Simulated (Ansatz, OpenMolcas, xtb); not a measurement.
# CH3BF3Ge+ (SMILES [CH3][Ge+]([F])[B](F)F): methods side by side

The species is CH3BF3Ge+ (9 atoms), meant as a singlet with charge +1. SMILES: `[CH3][Ge+]([F])[B](F)F`. Geometry: a GFN2-xTB relaxation, a rough one for these elements and not checked as a minimum.

| atom | x (Å) | y (Å) | z (Å) |
| --- | --- | --- | --- |
| C | -1.8276 | -0.2326 | -0.0197 |
| Ge | 0.1280 | 0.2024 | -0.0006 |
| F | 0.1652 | 1.9312 | -0.0201 |
| B | 2.3031 | -0.2807 | 0.0292 |
| F | 3.0840 | 0.7247 | 0.0871 |
| F | 2.6766 | -1.5006 | -0.0127 |
| H | -2.0033 | -1.3089 | -0.0750 |
| H | -2.2639 | 0.2806 | -0.8851 |
| H | -2.2622 | 0.1840 | 0.8971 |

Each level gives the energy change with the C1–H8 bond stretched from 1.097 to 1.974 Å (eV). The values are calculated.

| level | kind | program | value (eV) | CPU time (all runs) |
| --- | --- | --- | --- | --- |
| GFN2-xTB | semi-empirical | xtb | 2.87 | under 2 s |
| HF/def2-SVP (restricted) | Hartree–Fock | OpenMolcas | 4.02 | 51 s |
| SVWN5/def2-SVP (restricted) | LDA | OpenMolcas | 3.22 | 90 s |
| PBE/def2-SVP (restricted) | GGA | Ansatz | 3.23 | 12 s |
| r2SCAN/def2-SVP (restricted) | meta-GGA | OpenMolcas | 3.42 | 2.2 min |
| BHLYP/def2-SVP (restricted) | global hybrid | OpenMolcas | 3.74 | 88 s |
| B2PLYP/def2-SVP (restricted) | double hybrid | OpenMolcas | 3.49 | 84 s |
| MP2/def2-SVP (restricted) | perturbation theory | OpenMolcas | 3.61 | 41 s |
| CCSD/def2-SVP (restricted) | coupled cluster or CI | Ansatz | 3.44 | 1.7 min |

All-electron rows without a relativistic Hamiltonian named are non-relativistic. The first shape isn't each level's own minimum. The values span 2.87 to 4.02 eV. In the correlated wave-function rows the outer d shell of Ge is correlated, in sets not made for it. CPU times are rough (shared hosts, several kinds of processor): they show what a rung costs within a factor of a few.

Stretching the C–H bond costs most in Hartree–Fock, at 4.02 eV, and every correlated treatment lowers that figure: MP2 gives 3.61 eV and CCSD 3.44 eV. As the σ bond lengthens, its bonding and antibonding orbitals draw closer in energy, and left-right correlation grows. A single closed-shell determinant can't keep the two electrons on separate atoms and retains too much ionic character, so it makes the stretched structure too high in energy.

SVWN5 and PBE nearly coincide at the lower end of the density functionals, while BHLYP lies towards Hartree–Fock, probably because semilocal exchange mimics part of the left-right correlation that exact exchange leaves out. B2PLYP falls below BHLYP despite its large share of exact exchange, as it also includes perturbative correlation.

The closeness of r2SCAN to CCSD doesn't establish its accuracy, since CCSD omits the connected triples that gain weight in a stretched bond. Nor are these energies bond dissociation energies, because the end point is still short of separated fragments.
